Stiffness of six s- and p-block elements held in the fcc structure

The table gives r2SCAN results for lithium, boron, rubidium, antimony, caesium and barium. Below, V is the volume per atom, z the number of valence electrons, B = −V dP/dV the bulk modulus at zero pressure and B′ = dB/dP its pressure derivative; boron is written out to keep it apart from B. Every cell holds one atom in full cubic symmetry and was run without spin, so neither a magnetic moment nor a distortion is possible. Structures held in this way far from their ground state, such as fcc Sb and boron, may be dynamically unstable; their B then describes uniform squeezing only. Zero-point motion, which matters most for the light atoms Li and boron, is left out. The rows describe close-packed crystals with twelve neighbours. Except perhaps for Li, whose close-packed forms compete for the lowest energy, these are not the ground structures: Rb, Cs and Ba are bcc, Sb is rhombohedral and boron is built from icosahedra.

Six s- and p-block elements in the fcc structure, computed with Ansatz 0.2.0: DFT with the r2SCAN functional, plane waves (cutoff 500 eV) and scalar-relativistic PAW, without spin polarisation. Fermi-Dirac smearing has a width of 0.1 eV. Volumes and bulk moduli come from equation-of-state runs at uniformly scaled volumes.

```
element   Z  valence electrons    k mesh  volume per atom, r2SCAN (Å³)  bulk modulus, r2SCAN (GPa)  bulk modulus pressure derivative, r2SCAN  neighbour distance, r2SCAN (Å)
     Li   3                  1  14×14×14                         20.94                        13.0                                      3.32                           3.096
      B   5                  3  21×21×21                          5.82                         280                                      3.78                           2.019
     Rb  37                  1     9×9×9                         95.18                        2.64                                      3.59                           5.132
     Sb  51                  5  13×13×13                         27.16                        60.1                                      4.38                           3.375
     Cs  55                  1     8×8×8                        124.88                        1.82                                      3.34                           5.591
     Ba  56                  2  10×10×10                         67.24                        7.59                                      1.63                           4.558
```

(a) Large atoms tend to be soft. Compare Li with Sb and decide whether V alone orders B. If it does not, find a variable that does, and test whether the kinetic pressure of a free-electron gas accounts for the dependence.

Solution. Volume alone fails for this pair. Sb has 1.30 times the volume of Li, yet it is 4.6 times as stiff. A least-squares line of ln B against ln V through all six rows shows the same fault: relative to the table it puts Li 169 % too high and Sb 61 % too low.

What is squeezed in a metal is the valence electron fluid, so the natural variable is its density n = z/V. Sb packs five electrons into its cell and Li one, which makes Sb the denser by a factor 3.85. Ranked by n the rows run boron, Sb, Li, Ba, Rb, Cs, and B falls in exactly that order. The same kind of line against ln n has slope 1.18, and its worst rows are Sb (17 % high) and boron (16 % low). With six rows of mixed valence this slope describes the data and explains nothing yet.

The first candidate for a cause is the Pauli principle. Free electrons fill states up to the Fermi energy E_F, their mean energy is (3/5)E_F, and E_F varies as n^(2/3):

E_F = (ħ²/2m)(3π²n)^(2/3)

P = (2/5) n E_F

B = (5/3) P = (2/3) n E_F ∝ n^(5/3)

This has the right order of magnitude and too steep a slope. It exceeds the table by a factor 4.6 for boron and 1.9 for Li, and it reaches only 0.69 of the table for Cs; the ratio falls steadily with n through all six rows. The flaw is visible in the second equation: this gas is under positive pressure and would fly apart, whereas B belongs to a crystal at P = 0, where attraction balances repulsion.

(b) Add the ions. Write the energy per electron of a uniform gas with ions of charge z and an empty core, impose P = 0 at the computed volume, and derive B. Evaluate it for Li, and explain why it serves the alkali metals and fails for Sb.

Solution. Let v = V/z = (4π/3)r³ be the volume per electron. In rydberg and bohr,

E(r) = a/r² − b/r + 3r_c²/r³ + correlation

a = (3/5)(9π/4)^(2/3) = 2.21

b = 0.916 + 1.79 z^(2/3)

The first term is the kinetic energy of part (a). In b, the first number is the exchange energy of the gas, (3/2π)(9π/4)^(1/3). The second is electrostatic: a point ion in a neutral sphere of radius R = z^(1/3) r has energy −(9/5)z²/R, or −1.8 z^(2/3)/r per electron, and the fcc lattice sum changes the 1.8 only in the third figure. The r_c term stands for the core: valence electrons must stay orthogonal to the core shells, which roughly cancels the ionic attraction inside a radius r_c, and averaging the lost potential 2z/x (x the distance from the nucleus) over the cell costs 3r_c²/r³.

Leave correlation aside for the algebra. Zero pressure means dE/dr = 0, which fixes the core term:

9r_c²/r⁴ = b/r² − 2a/r³

d²E/dr² = 6a/r⁴ − 2b/r³ + 36r_c²/r⁵ = 2b/r³ − 2a/r⁴

B = v d²E/dv² = r²(d²E/dr²)/(9v) = (2b/r − 2a/r²)/(9v)

The last line holds the physics of the trend. Since 1/v = n, the modulus is the density times an energy per electron, and that energy is set by the Coulomb term b/r, which changes only as n^(1/3). At fixed z this alone would give n^(4/3). The kinetic term now enters with a minus sign, because at a given volume more kinetic pressure leaves less of the balance to the steeper core repulsion; it grows faster at high density and pulls the slope below 4/3.

For Li, with 1 bohr³ = 0.1482 Å³:

v = 20.94/0.1482 = 141.3 bohr³, r = 3.23 bohr, b = 0.916 + 1.792 = 2.708

2b/r − 2a/r² = 1.677 − 0.424 = 1.253 Ry

B = 1.253/(9 × 141.3) = 9.85 × 10⁻⁴ Ry/bohr³

Converted to GPa, this is 11 % above the 13.0 GPa of the table, and no modulus was fitted: the only inputs from the row are its volume and z. With Wigner's correlation formula added, Li comes out 19 % high, while Rb and Cs come out 9 % and 6 % low. The errors change sign along the group, so the model is still somewhat too steep.

Straight-line fits of ln B against ln n over the three alkali rows put a size on this. The slope is 1.08 for the table, 1.23 for the model with correlation and 1.67 for the free gas, so the equilibrium condition removes about three quarters of the excess. A slope near one means that BV/z hardly changes: it is 1.7 eV for Li and 1.4 eV for Cs. The modulus of these three alkali metals is therefore roughly 1.5 eV times n.

The agreement for Rb and Cs concerns the computed crystals. The calculation has no dispersion term and uses datasets made for PBE, and its volumes lie well above the rough recalled low-temperature bcc values of about 87 and 110 Å³. Part of their size and softness is thus an error of method, and the model, fed the same volume, inherits it.

The volumes are an input to the model, but the zero-pressure condition says what sets them. If the electrostatic term dominated, it would reduce to 1.79 R² ≈ 9r_c², or R ≈ 2.2 r_c, and the room an atom takes would follow the size of its ion core alone. This limit is only a guide: with the other terms kept, R/r_c runs from 2.1 for Cs to 3.4 for boron. The r_c needed for each volume broadly follows rough recalled ionic radii, though Li and Sb change places in the order, and it lies about a tenth below them for the three alkali metals, for instance 0.68 Å against 0.76 Å for Li. A cell of modest size that holds five electrons is how Sb comes to be denser than Li. For the polyvalent rows r_c also absorbs whatever the model omits and should not be read as a true radius.

The model fails as the charge rises. Relative to the table, with correlation included, it is 67 % high for Ba, 93 % for boron and 271 % for Sb, in the order of z. The factor z^(2/3) in b promises extra stiffness at a given density, and the calculation shows much less of it; this is why a single power of n fits all six rows to within 17 % in part (a).

Standard theory points to the assumption of uniform density. A singly charged ion with a large core perturbs the gas weakly. A highly charged one draws electrons towards itself, the effect known as the band-structure energy, and charge heaped on an ion travels with it and screens it. The limiting case shows the direction: electrons bound tightly to the ion drop out of both z and n, and B falls. The growth of the error with z fits this argument without measuring the pile-up.

For Sb the limit has a chemical candidate, the low-lying 5s pair. Counting three electrons gives 83.8 GPa in place of 223 GPa, still 39 % above the table. The count was chosen after the failure was seen, so an inert s pair is a guess at how the screening is shared out, not a result.

(c) Five rows have B′ between 3.3 and 4.4, and Ba has 1.63. What B′ does the model of (b) allow? Is the Ba value an artefact, and what could cause it?

Solution. Take one attractive and one repulsive term, varying as v^(−p) and v^(−q). A term A v^(−p) contributes a pressure P_p = pA v^(−p−1), adds (p+1)P_p to B and adds (p+1)²P_p to −v dB/dv. At equilibrium the two pressures are equal and opposite, so

B′ = [(q+1)² − (p+1)²]/(q − p) = p + q + 2

The attraction has p = 1/3. Core repulsion (q = 1) gives 10/3, kinetic repulsion (q = 2/3) gives 3, and a mixture lies between; evaluated with correlation, all six rows fall near 3.2. Li and Cs agree with this to about a tenth. Rb, boron and above all Sb lie clearly above 10/3, which in this language calls for a repulsion steeper than the empty core. Ba lies far below the whole range, at half the model value.

The pressures of the same calculation give a check that uses no equation of state. Differences of P between neighbouring scalings yield B, and differences of those yield a local B′. For Ba it is 2.02 at the relaxed volume, while the lowest of the other rows, Cs, has 3.25. The Ba value sinks to 1.57 at 0.92 of that volume, but it sinks on compression in Li, boron, Rb and Cs as well, so the fall alone carries no message; the low level does.

The gap between 2.02 and 1.63 comes from the smearing. The pressure is the derivative of the smeared free energy, whereas the table uses energies extrapolated to zero smearing. Third-order Birch-Murnaghan fits to six scalings, from 0.88 to 1.08 of the relaxed volume, give B′ = 2.03 for the free energy and 1.57 for the extrapolated energy, with B changing by only about 1 %. The numbers show that B′ of Ba is low either way, and that its value is uncertain by several tenths. Both routes use the same 10×10×10 mesh, so neither tests the error that the mesh itself may add.

A possible reason why the smearing matters is a band edge near the Fermi level. With two electrons Ba can just fill one band. At the relaxed volume the overlap with the next is 0.024 eV on the 10×10×10 mesh of these runs, but 0.11 eV on the 9×9×9 mesh of the relaxation at the same lattice. A mesh can miss the band extrema and so can only underestimate an overlap; the true one is therefore at least about as large as the smearing width of 0.1 eV, and the runs set no upper limit to it. The extrapolation assumes a density of states that varies smoothly over a few tenths of an eV. Band edges within that range would spoil this, but whether they lie so close is not settled here. On the fixed mesh the overlap grows to 0.22 eV at the smallest volume, so the bands do move against each other under compression. The tiny gap at the largest volume is probably an effect of the mesh, and spin-orbit coupling, left out here, could shift the edges as well.

The smearing entropy adds a clue. For Fermi-Dirac smearing of width σ and a density of states g per atom near E_F,

TS = (π²/3) σ² g

g(Ba) = 3 × 0.0538/(π² × 0.1²) ≈ 1.6 per eV

free electrons: g = 3z/(2E_F) = 3/3.50 = 0.86 per eV

Ba thus has 1.9 times the free-electron value, while the other five rows lie between 0.99 and 1.27 times. These ratios carry a mesh error: for Cs at fixed volume TS goes from 0.033 eV on a 7×7×7 mesh to 0.040 eV on the 8×8×8 mesh used here, a change of about a fifth. The differences among the five rows are therefore not significant, whereas the factor for Ba stands out clearly if its own mesh error is of similar size. For Ba, g is an average over a window of a few tenths of an eV and not a value at one energy. Many states within that window suggest flat bands close to the Fermi level, which a nearly free s-p gas does not have.

The standard explanation is s-to-d transfer. The 5d band of Ba is centred above the Fermi level, but its lower part is expected to mix into the occupied states already at zero pressure. Compression raises the extended 6s states, which are pressed against the core, faster than the more compact d states, and electrons move from s to d. Let y be the number transferred, free to adjust so that ∂E/∂y = 0 at each volume. Eliminating y gives, with subscripts for partial derivatives,

B = v (E_vv − E_vy²/E_yy)

The second term always softens, because E_yy is positive at a minimum, and it is large when many states are at hand to receive the electrons, which makes E_yy small. If the subtraction grows as the crystal is squeezed, B rises more slowly than in a rigid gas, and B′ drops. A growing number of states near the Fermi level would do this, but the entropy shows no such growth in Ba: from 1.08 to 0.88 of the relaxed volume TS falls by 4 %, where a free gas would lose 13 %. Both figures are smaller than the mesh error seen for Cs, so the trend is weak evidence in either direction. How the subtraction changes with volume is thus left open. The same term would lower B itself and may share in the overestimate for Ba found in (b).

Cs, with the same closed-shell core configuration and a 5d band of its own, is a partial control. At the relaxed volume its g is 1.2 times the free value, an excess no larger than the mesh error, and its B′ of 3.34 is ordinary, as expected if its Fermi level lies further from the d states. Whether it departs from a free gas under compression cannot be told from the entropy: TS rises by 6 % over the same range of volumes, well within the change of about a fifth between the two meshes. The local B′ at 0.92 of the relaxed volume is 2.85, the lowest after Ba, but it too comes from a single mesh. The low B′, the large entropy and the shift of the bands of Ba are results of the calculation on one mesh; that d states are behind them is the established picture, consistent with these results but untested by them.
